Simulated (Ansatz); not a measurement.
A surface is cut from this relaxed crystal of TaRu:

```xyz
2
Lattice="3.1398 0.0000 0.0000 0.0000 3.1398 0.0000 0.0000 0.0000 3.1398" Properties=species:S:1:pos:R:3 pbc="T T T"
Ta    1.5699    1.5699    1.5699
Ru    0.0000    0.0000    0.0000
```

Miller indices refer to the conventional cell of Pm-3m (No. 221), a = 3.140 Å, b = 3.140 Å, c = 3.140 Å, α = 90.00°, β = 90.00°, γ = 90.00°.

The (110) slab of 5 planes, 8.9 Å thick with 15 Å of vacuum as cut; outer planes TaRu (top) and TaRu (bottom).

All numbers below come from Ansatz, DFT PBEsol, scalar-relativistic, plane waves, PAW. Settings: cutoff 420 eV, Γ-centred mesh 11×8×1 on the computed 10-atom cell, Gaussian smearing of 0.10 eV; no spin polarisation. The cell repeats along c with a dipole correction in the vacuum.

Results for the relaxed slab:

```yaml
Surface_energy_mean_of_both_faces: 2.14 J/m²
Work_function: 4.56 eV
```

Relaxation lowers the energy by 0.223 J/m² a face; the largest move is 0.171 Å.

```tsv
plane (bottom to top)	atoms	spacing to next, bulk (Å)	relaxed (Å)	change (%)	rumpling (Å)
1	TaRu	2.220	2.139	-3.7	0.216
2	TaRu	2.220	2.239	+0.8	0.021
3	TaRu	2.220	2.239	+0.8	0.000
4	TaRu	2.220	2.139	-3.7	0.021
5	TaRu				0.216
```

Slabs this thin can still miss converged surface energies by a few hundredths of a J/m² and work functions by about a tenth of an eV.

Spin-orbit coupling is left out, which matters for the bands of heavy elements.

Worked out: the slab's 10 atoms lie 3.721 eV above the same atoms in the bulk. Shared over two faces of 13.94 Å² this is 133.5 meV/Å², and 1 eV/Å² is 16.02 J/m², which gives 2.14 J/m². The cut crosses 4 bonds a cell (neighbours within 10 % of the shortest distances), so each costs 0.93 eV on this count. The top plane, flat in the bulk, buckles with Ta 0.22 Å above Ru.

The buckling of the outer planes comes mainly from Ru sinking towards the bulk, while Ta moves slightly outward. With neighbours missing above, the surface atoms strengthen their remaining bonds, and the smaller Ru can settle deeper between the Ta atoms below. The contraction of the outer spacing, followed by a slight expansion beneath it, is the usual damped response of a metal surface. Ta is the more electropositive partner, so its outward position probably adds a dipole that lowers the work function.

Both faces are stoichiometric, so the surface energy doesn't depend on the chemical potentials of Ta and Ru. The 0.93 eV per bond is an effective cost, not the strength of a Ta–Ru bond: the cut also severs longer Ta–Ta and Ru–Ru contacts, and metallic d bonding isn't pairwise additive. Cubic TaRu is the high-temperature parent of lower-symmetry martensitic phases, so part of the relaxation may reflect a soft lattice, and the surface energy doesn't carry over to the low-temperature structure.
